**Shell and spin structure of spherical jellium clusters, N = 1–28**

The table holds energies per electron, unpaired-electron counts, highest levels, vertical ionisation energies and affinities, and second energy differences D2 from spin-polarised Kohn-Sham LDA-PW92 calculations on spherical jellium with rs = 3.58 bohr and m-averaged shells. The program tests whether D2 is the change of a hard-sphere level x²/(2(R+d)²) plus the second difference of a spin term −I·M²/(4N), fitted on the 21 p, d and f rows without a change of shell. The fit gives d = 2.76 bohr and I = 1.40 eV with an rms error of 0.026 eV, comes within 0.1 eV of the unfitted closings at N = 2, 8 and 20, and fails at N = 18 and 19, where the 2s level is involved. Steps in the ionisation energy have the sign of D2 in every row, IE − EA − D2 follows e²/(R+d′) to 1.0 % rms, and a liquid-drop surface term is far too small to explain the negative runs. The half-shell peaks depend on the spherical constraint and on a greedy filling.

Spherical jellium clusters of N electrons (background radius rs N^(1/3), rs = 3.58 bohr), from the radks radial solver (version 2) with Libxc in spin-polarised LDA (PW92) with m-averaged shells. Filling is a greedy search that can miss a lower state; levels are numbered by radial order. Ions are vertical, and the second difference is E(N+1) + E(N−1) − 2E(N) for neutral clusters.

## Analysis program

```python
# Table: spin-polarised Kohn-Sham spherical jellium clusters (radks, LDA-PW92, rs = 3.58 bohr), N = 1-28:
# energy per electron, unpaired electrons, highest level, vertical IE and EA, second difference D2 (eV).
# Tested: D2 = change of a hard-sphere level + second difference of -I M^2/(4N); IE steps; charging term.
T = {
    'electrons': [1, 2, 3, 4, 5, 6, 7, 8, 9, 10, 11, 12, 13, 14, 15, 16, 17, 18, 19, 20, 21, 22, 23, 24, 25, 26, 27, 28],
    'energy_per_electron': [-1.1196, -1.641, -1.3767, -1.4245, -1.5595, -1.5969, -1.685, -1.7906, -1.7111, -1.6782, -1.6755, -1.6924, -1.7221, -1.7211, -1.7343, -1.7571, -1.7865, -1.8203, -1.8382, -1.8439, -1.8208, -1.8066, -1.7995, -1.7982, -1.8015, -1.8088, -1.8191, -1.8169],  # eV
    'unpaired_electrons': [1, 0, 1, 2, 3, 2, 1, 0, 1, 2, 3, 4, 5, 4, 3, 2, 1, 0, 1, 0, 1, 2, 3, 4, 5, 6, 7, 6],
    'highest_level': ['1s up', '1s up', '1p up', '1p up', '1p up', '1p down', '1p down', '1p up', '1d up', '1d up', '1d up', '1d up', '1d up', '1d down', '1d down', '1d down', '1d down', '1d up', '2s up', '2s up', '1f up', '1f up', '1f up', '1f up', '1f up', '1f up', '1f up', '1f down'],
    'ionisation_energy': [None, 5.73876, 4.00446, 4.64577, 5.01357, 4.54822, 4.88932, 5.11462, 3.57896, 3.87475, 4.10786, 4.29598, 4.4504, 4.03465, 4.21754, 4.36856, 4.49528, 4.60308, 4.33696, 4.13301, 3.56562, 3.69539, 3.81083, 3.91421, 4.00726, 4.09145, 4.16787, 3.81625],  # eV
    'second_energy_difference': [None, 1.314, -0.71941, -0.53162, 0.31533, -0.42992, -0.31543, 1.4537, -0.30634, -0.26623, -0.23056, -0.19977, 0.37063, -0.20993, -0.18125, -0.15798, -0.13884, 0.23591, 0.20871, 0.59132, -0.14748, -0.13553, -0.12474, -0.11503, -0.10624, -0.09821, 0.33017, None],  # eV
    'electron_affinity': [None, None, None, None, None, None, 1.7284, None, None, None, 1.345, 1.5566, None, 1.4542, 1.6517, 1.8218, 1.9705, 1.7894, 1.6581, None, 1.2472, 1.3913, 1.5218, 1.6406, 1.7494, 1.8495, 1.5304, 1.6487],  # eV
}
import numpy as np
from scipy.constants import physical_constants as pc
from scipy.optimize import brentq, least_squares
from scipy.special import spherical_jn as jn
Ha = pc['Hartree energy in eV'][0]
rs = 3.58  # bohr, setting of the runs
Ns = [int(n) for n in T['electrons']]
col = lambda k: dict(zip(Ns, T[k]))
e, M, IE, D2, EA = map(col, ['energy_per_electron', 'unpaired_electrons', 'ionisation_energy', 'second_energy_difference', 'electron_affinity'])
lev = col('highest_level'); sh = {n: lev[n][:2] for n in Ns}
x = {'1s': np.pi, '2s': 2*np.pi}
for s, l, a in [('1p', 1, 4), ('1d', 2, 5), ('1f', 3, 6.5)]:
    x[s] = brentq(lambda z: jn(l, z), a, a + 1)
R = lambda n: rs*n**(1/3)
box = lambda s, n, d: Ha*x[s]**2/(2*(R(n) + d)**2)
kin = lambda n, d: box(sh[n+1], n+.5, d) - box(sh[n], n-.5, d)
spin = lambda n, I: -I/4*(M[n+1]**2/(n+1) + M[n-1]**2/(n-1) - 2*M[n]**2/n)
rows = [n for n in Ns if D2[n] is not None]
fit = [n for n in rows if sh[n] == sh[n+1] and sh[n][1] != 's']
opn = [n for n in fit if D2[n] < 0]
rms = lambda v: float(np.sqrt(np.mean(np.square(v))))
d, I = least_squares(lambda p: [kin(n, p[0]) + spin(n, p[1]) - D2[n] for n in fit], [2, 1.5]).x
mod = {n: kin(n, d) + spin(n, I) for n in rows}
res = {n: mod[n] - D2[n] for n in rows}
ch = [n for n in rows if EA[n] is not None]
C = {n: IE[n] - EA[n] - D2[n] for n in ch}
dc = least_squares(lambda p: [Ha/(R(n) + p[0]) - C[n] for n in ch], [1.]).x[0]
pe = {n: 100*(Ha/(R(n) + dc)/C[n] - 1) for n in ch}
step = {n: IE[n] - IE[n+1] for n in rows}
print('N level M | D2, box, spin, model, model-D2 | IE(N)-IE(N+1) | IE-EA, IE-EA-D2, fit error % (eV; * not fitted)')
for n in rows:
    t = f'{IE[n]-EA[n]:.3f} {C[n]:.3f} {pe[n]:+.1f}' if n in ch else 'no EA'
    print(f"{n:2d}{' ' if n in fit else '*'} {lev[n]:7s} {int(M[n])} | {D2[n]:+.3f} {kin(n,d):+.3f} {spin(n,I):+.3f} {mod[n]:+.3f} {res[n]:+.3f} | {step[n]:+.3f} | {t}")
w = max(fit, key=lambda n: abs(res[n]))
print(f'box+spin fit on {len(fit)} rows: d = {d:.2f} bohr, I = {I:.2f} eV, rms {rms([res[n] for n in fit]):.3f} eV, worst N={w} {res[w]:+.3f} eV')
d0 = least_squares(lambda p: [kin(n, p[0]) - D2[n] for n in opn], [2.])
print(f'{len(opn)} negative-D2 rows, rms: box+spin {rms([res[n] for n in opn]):.3f}; box alone refitted {rms(d0.fun):.3f} eV (d = {d0.x[0]:.2f} bohr)')
print(f'same rows, spin term alone with I above: rms {rms([spin(n,I)-D2[n] for n in opn]):.3f} eV, mean share of D2 {100*np.mean([spin(n,I)/D2[n] for n in opn]):.0f} %')
b, a = np.polyfit([n**(-1/3) for n in Ns], [e[n] for n in Ns], 1)
ld = lambda n: b*((n+1)**(2/3) + (n-1)**(2/3) - 2*n**(2/3))
print(f'liquid drop E/N = {a:.2f} + {b:.2f} N^(-1/3) eV gives D2 {ld(4):+.3f}, {ld(11):+.3f}, {ld(24):+.3f} eV at N = 4, 11, 24')
ex = 0.75*(9/(4*np.pi**2))**(1/3)/rs
ac = 0.024  # hartree, rough recalled correlation spin stiffness of the uniform gas at this rs
print(f'uniform-gas I: exchange only {8/9*ex*Ha:.1f} eV, with correlation about {(8/9*ex-2*ac)*Ha:.1f} eV')
print('model spin splitting I*M/N: ' + ', '.join(f'N={n} {I*M[n]/n:.2f}' for n in (5, 13, 19, 27)) + ' eV')
print('D2(N)-D2(N-1) at half filling: ' + ', '.join(f'N={n} {D2[n]-D2[n-1]:.2f}' for n in (5, 13, 27)) + ' eV')
print('box gap to next shell: ' + ', '.join(f'N={n} {box(sh[n+1],n+.5,d)-box(sh[n],n+.5,d):.2f}' for n in (2, 8, 18, 20)) + ' eV')
print(f'D2(18)+D2(19)+D2(20), free of the 2s position: table {sum(D2[n] for n in (18,19,20)):.3f}, model {sum(mod[n] for n in (18,19,20)):.3f} eV')
print(f"2s-1d spacing: box at N=13.5 {box('2s',13.5,d)-box('1d',13.5,d):.2f} eV; D2(18)-D2(17) {D2[18]-D2[17]:.2f} eV")
wc = max(ch, key=lambda n: abs(pe[n]))
print(f"IE-EA-D2 = e^2/(R+d'): d' = {dc:.2f} bohr, rms {rms(list(pe.values())):.1f} %, worst N={wc} {pe[wc]:+.1f} %")
ws = max(rows, key=lambda n: abs(step[n] - D2[n]))
print(f'IE step minus D2: rms {rms([step[n]-D2[n] for n in rows if n > 8]):.3f} eV for N>8, largest N={ws} {step[ws]-D2[ws]:+.3f} eV')
print('local minima of E/N at N =', [n for n in rows if e[n] < e[n-1] and e[n] < e[n+1]])
print('local maxima of IE at N =', [n for n in rows if step[n] > 0 and (n == 2 or step[n-1] < 0)])
dev = {n: abs((n+1)*e[n+1] + (n-1)*e[n-1] - 2*n*e[n] - D2[n]) for n in rows}
print(f'D2 rebuilt from E/N: largest deviation {max(dev.values()):.4f} eV; rounding allows {4*27*5e-5:.4f} eV at N=27')
assert [n for n in rows if D2[n] > 0] == [2, 5, 8, 13, 18, 19, 20, 27]
assert all(step[n]*D2[n] > 0 for n in rows)
assert abs(pe[wc]) < 6
assert all(dev[n] < 4*n*5e-5 + 1e-4 for n in rows)
```

Output:

```
N level M | D2, box, spin, model, model-D2 | IE(N)-IE(N+1) | IE-EA, IE-EA-D2, fit error % (eV; * not fitted)
 2* 1s up   0 | +1.314 +1.879 -0.468 +1.412 +0.098 | +1.734 | no EA
 3  1p up   1 | -0.719 -0.644 -0.117 -0.761 -0.041 | -0.641 | no EA
 4  1p up   2 | -0.532 -0.437 -0.047 -0.483 +0.048 | -0.368 | no EA
 5  1p up   3 | +0.315 -0.322 +0.678 +0.356 +0.040 | +0.465 | no EA
 6  1p down 2 | -0.430 -0.251 -0.214 -0.465 -0.035 | -0.341 | no EA
 7  1p down 1 | -0.315 -0.203 -0.134 -0.336 -0.021 | -0.225 | 3.161 3.476 -1.4
 8* 1p up   0 | +1.454 +1.582 -0.089 +1.493 +0.040 | +1.536 | no EA
 9  1d up   1 | -0.306 -0.235 -0.062 -0.298 +0.009 | -0.296 | no EA
10  1d up   2 | -0.266 -0.203 -0.045 -0.248 +0.018 | -0.233 | no EA
11  1d up   3 | -0.231 -0.177 -0.034 -0.211 +0.019 | -0.188 | 2.763 2.993 +0.5
12  1d up   4 | -0.200 -0.157 -0.026 -0.183 +0.017 | -0.154 | 2.739 2.939 -0.3
13  1d up   5 | +0.371 -0.140 +0.480 +0.340 -0.030 | +0.416 | no EA
14  1d down 4 | -0.210 -0.126 -0.083 -0.209 +0.001 | -0.183 | 2.580 2.790 +0.4
15  1d down 3 | -0.181 -0.114 -0.068 -0.182 -0.001 | -0.151 | 2.566 2.747 -0.1
16  1d down 2 | -0.158 -0.104 -0.056 -0.160 -0.002 | -0.127 | 2.547 2.705 -0.5
17  1d down 1 | -0.139 -0.095 -0.046 -0.142 -0.003 | -0.108 | 2.525 2.664 -0.7
18* 1d up   0 | +0.236 +0.482 -0.039 +0.443 +0.207 | +0.266 | 2.814 2.578 +0.8
19* 2s up   1 | +0.209 -0.097 +0.037 -0.060 -0.268 | +0.204 | 2.679 2.470 +3.5
20* 2s up   0 | +0.591 +0.718 -0.035 +0.683 +0.091 | +0.567 | no EA
21  1f up   1 | -0.147 -0.103 -0.030 -0.134 +0.014 | -0.130 | 2.318 2.466 +0.6
22  1f up   2 | -0.136 -0.097 -0.026 -0.123 +0.012 | -0.115 | 2.304 2.440 +0.3
23  1f up   3 | -0.125 -0.091 -0.023 -0.114 +0.011 | -0.103 | 2.289 2.414 +0.0
24  1f up   4 | -0.115 -0.085 -0.020 -0.105 +0.010 | -0.093 | 2.274 2.389 -0.2
25  1f up   5 | -0.106 -0.080 -0.018 -0.098 +0.008 | -0.084 | 2.258 2.364 -0.4
26  1f up   6 | -0.098 -0.076 -0.016 -0.092 +0.006 | -0.076 | 2.242 2.340 -0.6
27  1f up   7 | +0.330 -0.072 +0.336 +0.265 -0.065 | +0.352 | 2.637 2.307 -0.3
box+spin fit on 21 rows: d = 2.76 bohr, I = 1.40 eV, rms 0.026 eV, worst N=27 -0.065 eV
18 negative-D2 rows, rms: box+spin 0.020; box alone refitted 0.048 eV (d = 2.16 bohr)
same rows, spin term alone with I above: rms 0.231 eV, mean share of D2 24 %
liquid drop E/N = -2.14 + 0.95 N^(-1/3) eV gives D2 -0.034, -0.009, -0.003 eV at N = 4, 11, 24
uniform-gas I: exchange only 3.1 eV, with correlation about 1.8 eV
model spin splitting I*M/N: N=5 0.84, N=13 0.54, N=19 0.07, N=27 0.36 eV
D2(N)-D2(N-1) at half filling: N=5 0.85, N=13 0.57, N=27 0.43 eV
box gap to next shell: N=2 2.42, N=8 1.75, N=18 0.57, N=20 0.81 eV
D2(18)+D2(19)+D2(20), free of the 2s position: table 1.036, model 1.066 eV
2s-1d spacing: box at N=13.5 0.67 eV; D2(18)-D2(17) 0.37 eV
IE-EA-D2 = e^2/(R+d'): d' = 1.09 bohr, rms 1.0 %, worst N=19 +3.5 %
IE step minus D2: rms 0.028 eV for N>8, largest N=2 +0.420 eV
local minima of E/N at N = [2, 8, 13, 20, 27]
local maxima of IE at N = [2, 5, 8, 13, 18, 27]
D2 rebuilt from E/N: largest deviation 0.0044 eV; rounding allows 0.0054 eV at N=27
```
